**Q:** I want the vertical electron affinity of BF3, the energy of the neutral molecule minus that of the anion with the nuclei held fixed. I ran seven levels of theory in one basis. Can I take the CCSD(T) value as the best answer?

Vertical electron affinity of BF3: energy of the neutral singlet minus that of the anion (charge −1 e, doublet), both at the neutral molecule's PBE-D4/def2-TZVP geometry. The levels in the table were calculated with Ansatz 0.2.0 in the def2-TZVPD basis, and the xTB values quoted in the text with tblite 0.8.0.

| result level | result electron affinity (eV) |
| --- | --- |
| HF/def2-TZVPD | -1.117 |
| PBE-D4/def2-TZVPD | -0.572 |
| r2SCAN-D4/def2-TZVPD | -0.737 |
| PBE0-D4/def2-TZVPD | -0.668 |
| MP2/def2-TZVPD | -0.899 |
| CCSD/def2-TZVPD | -0.878 |
| CCSD(T)/def2-TZVPD | -0.842 |

**A:** Look at the sign before you rank the levels. Every value is negative, so in each row the anion lies above the neutral molecule. But an anion always has another option: the extra electron can go far away and come to rest, which costs nothing. The exact lowest energy therefore corresponds to an affinity of zero, or to a positive one if the molecule binds the electron.

**Q:** Then why does the calculation report −0.84 eV at the CCSD(T) level instead of zero?

**A:** Because the electron has nowhere to go. It can occupy only the space that the basis functions cover, and they are centred on four atoms. Confinement costs kinetic energy, and this cost appears as a negative affinity. The highest occupied level of the anion also lies above zero. In Hartree–Fock that is the usual sign of an electron held by the basis and not by the molecule. With a functional such as PBE it is weaker evidence, because self-interaction can push this level above zero even in a bound anion.

**Q:** Can I estimate how large that space would be?

**A:** Take a free electron in a hard sphere of radius $R$. Its lowest state fits half a wavelength into the radius, so $E=\hbar^2\pi^2/(2mR^2)$, where $m$ is the electron mass and $\hbar^2/2m$ is about 3.8 eV Å². Setting $E$ to 0.84 eV gives $R=\pi\sqrt{3.8/0.84}\approx 7$ Å, several times the B–F distance of 1.3 Å.

This is an energy rewritten as a length, with nothing fitted, so it illustrates confinement but doesn't prove it. It also leaves out the molecule's own field and the soft edge of a real basis. What is worth keeping is the scaling: twice the radius gives a quarter of the energy. More diffuse functions should therefore move the affinity towards zero.

**Q:** Do the calculations themselves hint that the electron stays on the outside?

**A:** The correlation energy does. In neutral BF3, MP2 takes nearly three times as much correlation energy from pairs of opposite spin as from pairs of equal spin, because exchange already keeps equal spins apart. The gain on adding the electron is split evenly, with 0.11 eV from each kind. That is what a distant electron is expected to give: it hardly overlaps with the others, so their spin matters little. But the gain also contains changes among the other electrons, and these can even out the split for a compact electron as well. I take it as consistent with a distant electron, not as a test that tells the two apart; for that, look at the extent of the singly occupied orbital.

**Q:** So what does correlation do for such an electron?

**A:** It lets the molecule's electrons respond to the newcomer from moment to moment, which adds an attraction. Hartree–Fock has only the averaged response and puts the anion too high, 0.28 eV further from zero than CCSD(T). MP2 recovers about four fifths of that difference. CCSD adds 0.02 eV to the MP2 value, and the triples add another 0.04 eV.

**Q:** Those last steps are below 1 kcal/mol. Isn't that convergence?

**A:** It is convergence in the treatment of correlation, within one basis. One kcal/mol is 0.04 eV, so for that accuracy the triples would matter if the anion were bound. Here the CCSD(T) value is still 0.84 eV from the zero that a free electron would give, more than twenty times the triples step. You would be refining the energy of an electron in a box whose size was set by the choice of basis.

**Q:** PBE comes closest to zero. Does that make it the best level here?

**A:** No. Even PBE is 0.57 eV away from zero, about as much as the whole spread between the seven levels. Semilocal functionals often make anions too stable, because their self-interaction error favours charge that is spread out. That may be why PBE lies 0.27 eV above CCSD(T), though these runs don't isolate the effect.

**Q:** Would more exact exchange cure it?

**A:** It moves the value in the expected direction: PBE0 lies 0.10 eV below PBE. But r2SCAN has no exact exchange and lies lower still, so the exchange fraction alone doesn't order the functionals. r2SCAN is also the functional nearest to CCSD(T), at 0.105 eV. I wouldn't choose it on that ground, since the target itself depends on the basis.

**Q:** A quick xTB calculation gave me a positive affinity. Should that worry me?

**A:** It should make you distrust raw xTB for this question. GFN1-xTB gives +1.5 eV and GFN2-xTB +1.8 eV, which looks like firm binding. Yet the highest occupied level of the xTB anion lies almost 4 eV above zero. Raw ion energies from these methods carry a known shift, and their small valence basis can't describe a diffuse electron.

**Q:** What should I spend computer time on, then?

**A:** On the basis first. When the system doubles in size, the formal cost grows 32-fold for MP2, 64-fold for CCSD and 128-fold for the triples, while Hartree–Fock and the density functionals grow more slowly. Repeat Hartree–Fock with one or two further sets of diffuse functions. A semilocal functional is a poorer test, because it can bind a fraction of the electron spuriously. If the affinity climbs towards zero without crossing it, report that this level finds no bound vertical anion, and don't quote the negative number as a property of BF3.

**Q:** Could correlation still bind an electron that Hartree–Fock lets go?

**A:** In some molecules it does, and then the order of the steps matters. Once the Hartree–Fock orbital has drifted away, MP2 or CCSD(T) built on it can hardly bring it back. Equation-of-motion coupled cluster for electron attachment starts from the neutral molecule and avoids that trap. Look for a positive affinity that settles as the basis grows; the orbital of such a state may still be very spread out. If you find one, steps of a few hundredths of an eV become worth paying for.

**Q:** BF3 is used as a boron source in ion implantation and plasma doping. Could I use these values as the energy at which it captures an electron in the discharge?

**A:** No. Temporary capture goes through a resonance, a short-lived state embedded in the continuum, and none of these runs was set up to find it. It needs a method that treats the continuum, such as a complex absorbing potential or a scattering calculation. If you are after a longer-lived anion, let the nuclei move as well, because a compact BF3⁻ is expected to be pyramidal, like the CF3 radical with the same number of electrons, and your runs keep the flat shape of the neutral molecule. The output below lists the steps between the levels and the sphere estimate; no model was fitted to any row.

Output of the analysis:

```
Electron affinity and its distance from CCSD(T) in the same basis, eV:
                   row  affinity  minus_CCSD(T)
         HF/def2-TZVPD    -1.117         -0.275
     PBE-D4/def2-TZVPD    -0.572           0.27
  r2SCAN-D4/def2-TZVPD    -0.737          0.105
    PBE0-D4/def2-TZVPD    -0.668          0.174
        MP2/def2-TZVPD    -0.899         -0.057
       CCSD/def2-TZVPD    -0.878         -0.036
    CCSD(T)/def2-TZVPD    -0.842              0
Spread between highest and lowest level, eV: 0.545
Smallest distance of any level from zero, eV: 0.572
Distance of CCSD(T) from zero divided by the step CCSD to CCSD(T): 23.39
Step HF to MP2, eV: 0.218
Step MP2 to CCSD, eV: 0.021
Step CCSD to CCSD(T), eV: 0.036
Share of the HF to CCSD(T) step recovered by MP2, percent: 79.27
Share of the HF to CCSD(T) step recovered by CCSD, percent: 86.91
Step PBE to PBE0, eV: -0.096
r2SCAN minus PBE0, eV: -0.069
One kcal/mol in eV: 0.04336
Gain in affinity from same-spin pairs in MP2, eV: 0.1091
Gain in affinity from opposite-spin pairs in MP2, eV: 0.1095
Raw GFN1-xTB affinity, eV: 1.497
Raw GFN2-xTB affinity, eV: 1.777
Radius of the equivalent hard sphere, angstrom: 6.683
Cost factor of MP2 when the system doubles: 32
Cost factor of CCSD when the system doubles: 64
Cost factor of the triples when the system doubles: 128
```
